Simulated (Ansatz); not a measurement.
## A series in volume per atom on Rh2O

Results calculated with Ansatz 0.2.0 development build, not measured. Equation of state of a cubic crystal from periodic Kohn-Sham density functional theory without spin; pressure corrected for the finite basis.

Cell of the first row (space group Fm-3m, No. 225):
```
CELL_PARAMETERS angstrom
0.00000 2.63350 2.63350
2.63350 0.00000 2.63350
2.63350 2.63350 0.00000
ATOMIC_POSITIONS crystal
Rh 0.25000 0.25000 0.25000
Rh 0.75000 0.75000 0.75000
O 0.00000 0.00000 0.00000
```

Settings of every row: formula Rh2O; structure type antifluorite; functional PBE; spin treatment none; k mesh 18x18x18; occupation method fermi-dirac; occupation width 0.061225619 eV; wave cutoff 700 eV; datasets hard PAW; density cutoff ratio 4.

Limits: a cubic model structure, not a phase known at ambient conditions; the SCF threshold is loose for a stress in some rows.

| row | volume per atom (Å³) | energy above lowest point (meV/atom) | pressure (GPa) |
| --- | --- | --- | --- |
| 1 | 12.177 | 30.41 | 13.316 |
| 2 | 12.436 | 12.98 | 8.343 |
| 3 | 12.695 | 3.13 | 3.931 |
| 4 | 12.954 | 0 | 0.017 |
| 5 | 13.213 | ? | ? |
| 6 | 13.472 | 10.96 | -6.533 |
| 7 | 13.731 | 23.77 | -9.259 |

Question: what energy above lowest point and pressure should row 5 give?

Worked fit of energy above lowest point. Take u = (V_r/V)^(2/3) − 1 with V_r = 12.825 Å³ an atom, which is twice the finite (Eulerian) strain; such expansions in the strain, on which the Birch-Murnaghan equation of state is built, carry the rest volume and the bulk modulus. The shown rows have u = 0.03517, 0.02075, 0.00682, -0.00665, -0.03228, -0.04449. Least squares give energy above lowest point = 0.768 + 228.92 × u + 17151.5 × u² + 8650 × u³ meV/atom; a parabola predicts inner rows, each left out in turn, worse (root mean square 0.16 against 0.002 meV/atom). All shown rows lie on it to the printed digit. Its lowest point lies at u = -0.0067, or V = 12.96 Å³ an atom, and the curvature there gives the bulk modulus at fixed shape and fractions, B = (4/9)(1 + u)² E″(u)/V = 184 GPa. The withheld row has u = -0.01967, so the fit gives 0.768 + 228.92 × (-0.01967) + 17151.5 × (-0.01967)² + 8650 × (-0.01967)³ = 2.84 meV/atom.

The calculation gave 2.84 meV/atom. The fit meets it to the printed digit.

Worked fit of pressure. Take u = (V_r/V)^(2/3) − 1 with V_r = 12.825 Å³ an atom, which is twice the finite (Eulerian) strain; such expansions in the strain, on which the Birch-Murnaghan equation of state is built, carry the rest volume and the bulk modulus. The shown rows have u = 0.03517, 0.02075, 0.00682, -0.00665, -0.03228, -0.04449. Least squares give pressure = 1.9068 + 290.464 × u + 930.66 × u² + 971 × u³ GPa; a parabola predicts inner rows, each left out in turn, worse (root mean square 0.018 against 0.0015 GPa). The rows lie off it by 0.000, 0.000, 0.000, 0.001, -0.001, 0.000. The pressure vanishes at u = -0.0067, or V = 12.96 Å³ an atom, and there the bulk modulus at fixed shape and fractions is B = −V dP/dV = (2/3)(1 + u) dP/du = 184 GPa. The withheld row has u = -0.01967, so the fit gives 1.9068 + 290.464 × (-0.01967) + 930.66 × (-0.01967)² + 971 × (-0.01967)³ = -3.454 GPa.

The calculation gave -3.455 GPa. The fit lies 0.001 GPa (0.0044 % of the column's range) above it, one unit of the last digit.
